**Q:** I work with conducting nitride films and would like to know which electrons lie closest to the Fermi level in a thin HfN film with (100) faces. The levels below follow a path from X, the middle of an edge of the surface zone, to its centre G, on to the corner M and back towards X. How do I read a row?

Kohn-Sham levels of a relaxed five-plane HfN(100) slab, from Ansatz 0.2.0 with PBE, spin-orbit coupling, PAW, a 420 eV plane-wave cutoff, a Gamma-centred 11x11x1 k mesh and 0.1 eV Gaussian smearing. Levels b lie below the Fermi level and a above it, counted outwards. Outer orbital weight is the Loewdin weight on the two outer planes of both faces together.

| point label | point a (reciprocal cell vectors) | point b (reciprocal cell vectors) | level b1 from the Fermi level (eV) | outer orbital weight b1 | level b2 from the Fermi level (eV) | level a1 from the Fermi level (eV) | outer orbital weight a1 |
| --- | --- | --- | --- | --- | --- | --- | --- |
| X | 0.5000 | 0.0000 | -4.580 | 0.880 | -4.580 | 1.000 | 0.920 |
| between | 0.4167 | 0.0000 | -4.530 | 0.870 | -4.530 | 0.700 | 0.820 |
| between | 0.3333 | 0.0000 | -4.380 | 0.850 | -4.380 | 0.250 | 0.800 |
| between | 0.2500 | 0.0000 | -0.410 | 0.960 | -0.410 | 0.030 | 0.800 |
| between | 0.1667 | 0.0000 | -0.180 | 0.820 | -0.180 | 0.230 | 0.890 |
| between | 0.0833 | 0.0000 | -0.040 | 0.740 | -0.040 | 0.240 | 0.730 |
| G | 0.0000 | 0.0000 | -0.060 | 0.740 | -0.060 | 0.200 | 0.720 |
| between | 0.0833 | 0.0833 | -0.180 | 0.860 | -0.180 | 0.200 | 0.770 |
| between | 0.1667 | 0.1667 | -0.240 | 0.980 | -0.240 | 0.200 | 0.700 |
| between | 0.2500 | 0.2500 | -0.350 | 0.900 | -0.350 | 1.190 | 0.710 |
| between | 0.3333 | 0.3333 | -0.500 | 0.710 | -0.500 | 0.360 | 0.920 |
| between | 0.4167 | 0.4167 | -0.880 | 0.880 | -0.880 | 1.150 | 0.660 |
| M | 0.5000 | 0.5000 | -1.280 | 0.800 | -1.280 | 1.030 | 0.660 |
| between | 0.5000 | 0.4167 | -1.140 | 0.830 | -1.140 | 1.070 | 0.660 |
| between | 0.5000 | 0.3333 | -0.670 | 0.870 | -0.670 | 1.180 | 0.660 |
| between | 0.5000 | 0.2500 | -0.390 | 0.940 | -0.390 | 0.030 | 0.890 |
| between | 0.5000 | 0.1667 | -0.480 | 0.780 | -0.480 | 0.010 | 0.660 |
| between | 0.5000 | 0.0833 | -4.510 | 0.890 | -4.510 | 0.470 | 0.830 |

**A:** A row belongs to one wavevector, which fixes how the phase of an electron wave changes from one surface cell to the next. Points a and b are its two components, in reciprocal cell vectors. Level b1 is the highest filled level and a1 the lowest empty one, both counted from the Fermi level. Level b2 repeats b1 in every row because this film is nonmagnetic and has inversion symmetry, so its levels come in pairs even with spin-orbit coupling.

**Q:** In most rows b1 lies within about 1.3 eV of the Fermi level. Which rows break that pattern, and by how much?

**A:** Four rows do: X itself, the next two points towards G, and the last row, which is X's neighbour on the side of M. They form one connected stretch around X, with b1 near −4.5 eV throughout. At the two ends of this stretch b1 changes by 3.97 and 4.03 eV from one point to the next. Its largest change between any other neighbours is 0.47 eV, so the breaks stand out by a factor of about eight.

**Q:** Does an energy band really plunge by 4 eV over such a short distance?

**A:** The numbers offer a much gentler reading. Start at X with the lowest empty level and walk towards G: it comes down from 1.00 to 0.70 and then to 0.25 eV. At the next point the highest filled level is at −0.41 eV, which continues the descent smoothly. A band has passed through the Fermi level, and with that it has changed its label from "lowest empty" to "highest filled".

On the side of M the same thing happens, more steeply. From 1.00 eV at X the empty level falls to 0.47 eV, and one point further on the highest filled level is at −0.48 eV. If several bands cross within the same step, the lowest of them lies deeper still, so these descents are lower bounds. Either way, the 4 eV is the distance between two different bands.

**Q:** What are the two bands?

**A:** By the established chemistry of HfN, states near the Fermi level are mainly Hf 5d, and those some 4 eV below it are mainly N 2p. The electron count fits this picture. The calculation treats 155 electrons in five HfN units; the filled inner shells of Hf take 22 per unit and the 2s and 2p shells of N take 8, which leaves 5 for the d bands.

Five electrons fill two and a half pairs of d levels on average over the zone. Since two and a half is not a whole number, the count of filled pairs has to differ from one part of the zone to another, and some d band crosses the Fermi level in between. Around X the d bands are empty, and the first filled level met on the way down is the top of the nitrogen bands. Other parts of the zone hold more than their average share of d electrons in return.

**Q:** Why should the d bands be empty around X, of all places?

**A:** A likely reason is that the Hf atoms lose most of the bonding among themselves there. A second effect may add to this. Mixing with the lower-lying N p orbitals pushes d levels up, and for the N atoms in the same plane it vanishes at G but is strong for some of the d orbitals at X. The table cannot separate the two effects. The d orbitals that matter are dxy, dxz and dyz, with z across the film and x and y along the diagonals of the surface cell, so that their lobes point at the nearest Hf atoms. When neighbouring lobes meet in phase, the level goes down. At X the wave changes sign along one edge of the surface cell and keeps it along the other, so an atom has two Hf neighbours in its own plane that bond and two that oppose them.

Square cyclobutadiene shows the same cancellation. In its two middle π levels, one can choose the signs so that each carbon has one neighbour in phase and one out of phase, and the level gains no net bonding. The likeness covers this cancellation alone. The molecule has one π orbital per atom and no counterpart of the nitrogen, so it cannot tell where a band of HfN crosses the Fermi level.

**Q:** Can this be turned into an estimate for any point on the path?

**A:** Yes, from the bonding between neighbouring planes. The nearest Hf atoms in the next plane are displaced sideways by half a surface cell along both edges. Of these four atoms, dxz points at two on opposite sides and dyz at the other two. For one orbital the two phases are $+\pi(a+b)$ and $-\pi(a+b)$, where $a$ and $b$ are the components of the wavevector, and their contributions average to

$$\tfrac12\left(e^{i\pi(a+b)}+e^{-i\pi(a+b)}\right)=\cos\pi(a+b).$$

For the other orbital the same steps give $\cos\pi(a-b)$. Only the size of this factor counts, since a minus sign can be absorbed by reversing the orbital in every second plane. The larger of the two sizes tells how much of the bonding between planes survives. For dxy, the four neighbours in the plane give the product of the two cosines, which is never larger.

At X, with $a=0.5$ and $b=0$, both angles are 90° and the factor is zero. At the point $a=0.25$, $b=0$ they are 45° and the factor is 0.71. Along the whole line from G to M, $a$ equals $b$, so one of the two orbitals keeps its full bonding. No deep row occurs on that line.

**Q:** How well does the estimate sort the rows?

**A:** It contains no adjustable constant, and it puts the four deep rows at the bottom of the ranking, with one tie. Plain distance from X would do the same, so the ranking fits the explanation without proving it. The output after this text lists the factor for every point. The tie is between the point $a=0.3333$, $b=0$ and the point $a=0.5$, $b=0.1667$: both have a factor of one half, yet the first is a deep row and the second is not.

The tied points differ noticeably in energy. The lowest d level is at 0.25 eV at the first and at −0.48 eV or lower at the second, a difference of at least 0.73 eV. The factor counts only lobes that point at each other. It leaves out the weaker sideways overlap of the d orbitals, the coupling between different d orbitals and their mixing with N p orbitals. The sideways overlap is a plausible cause, since it depends on the signs of the two cosines, which are alike at the first point and opposite at the second. The levels alone do not test this.

As a rule for other points of this zone, a factor near one suggests a filled d level, and a factor well below one half suggests that nitrogen is on top. Around one half the rule gives no verdict.

**Q:** Level a1 jumps too, for instance from 1.18 to 0.03 eV between M and X. Is that the same effect?

**A:** Probably, on a smaller scale. The d bands are several and lie close together, so a band that rises through the Fermi level becomes the new lowest empty level, and a1 drops. When a band sinks below the Fermi level instead, the next d band takes over and a1 goes up. Such a change of label moves a1 by 1.15 eV at most here. Around X there is no filled d band left to take over from below, and that is why b1 drops so much further.

**Q:** The deep levels have outer orbital weights of 0.85 to 0.89. Are they surface states?

**A:** The weights do not show that. They count the two outer planes at both faces, which is four planes out of five, so a state spread evenly through the film would already score 0.80. Even ordinary standing waves across five planes range from about two thirds to one, depending on whether they have a node in the middle plane. A thicker film would help to tell a surface state from such a wave.

**Q:** At X the distance from b1 to a1 is 5.58 eV. Could someone mistake that for a band gap?

**A:** Easily, if X were the only point examined. The distance holds for electrons with that one wavevector, while at G filled and empty levels are only 0.26 eV apart and the film as a whole is a metal. In angle-resolved photoemission from this film, the d signal just below the Fermi level should disappear on approaching X, leaving the nitrogen bands as the first emission. The breaks are also safe from the 0.1 eV smearing of the occupations, because the levels that change label lie at least 0.25 eV from the Fermi level on either side of each crossing. The run does warn that the exchange-correlation potential is rough where the density is thin, which matters most for levels that reach into the vacuum.

The analysis program printed:

```
Separation and overlap factor along the path:
      row       a       b  a1 minus b1 in eV  larger overlap factor
        X     0.5       0               5.58              6.123e-17
  between  0.4167       0               5.23                 0.2587
  between  0.3333       0               4.63                 0.5001
  between    0.25       0               0.44                 0.7071
  between  0.1667       0               0.41                  0.866
  between  0.0833       0               0.28                  0.966
        G       0       0               0.26                      1
  between  0.0833  0.0833               0.38                      1
  between  0.1667  0.1667               0.44                      1
  between    0.25    0.25               1.54                      1
  between  0.3333  0.3333               0.86                      1
  between  0.4167  0.4167               2.03                      1
        M     0.5     0.5               2.31                      1
  between     0.5  0.4167               2.21                  0.966
  between     0.5  0.3333               1.85                  0.866
  between     0.5    0.25               0.42                 0.7071
  between     0.5  0.1667               0.49                 0.5001
  between     0.5  0.0833               4.98                 0.2587
Rows with the highest filled level below -3 eV: 4
Spread of b1 among these deep rows in eV: 0.2
Change of b1 from (0.3333,0) to (0.25,0) in eV: 3.97
Change from a1 at (0.3333,0) to b1 at (0.25,0) in eV: -0.66
Change of a1 from X to (0.4167,0) in eV: -0.3
Change of a1 from (0.4167,0) to (0.3333,0) in eV: -0.45
Change of b1 from (0.5,0.1667) to (0.5,0.0833) in eV: -4.03
Change from b1 at (0.5,0.1667) to a1 at (0.5,0.0833) in eV: 0.95
Change of a1 from (0.5,0.0833) to X in eV: 0.53
Largest step of b1 between neighbours apart from the two breaks in eV: 0.47
Largest step of a1 between neighbours in eV: 1.15
Smallest separation a1 minus b1 in the deep rows in eV: 4.63
Largest separation a1 minus b1 in the other rows in eV: 2.31
Electrons left for the Hf d bands per slab cell: 5
Average number of filled d pairs per point of the zone: 2.5
Rows outside the deep group with overlap factor below 0.51: 1
Lowest outer weight of b1 in the deep rows: 0.85
Highest outer weight of b1 in the deep rows: 0.89
Outer share of a state spread evenly over five planes: 0.8
Levels b1 or a1 within 0.1 eV of the Fermi level: 5
```
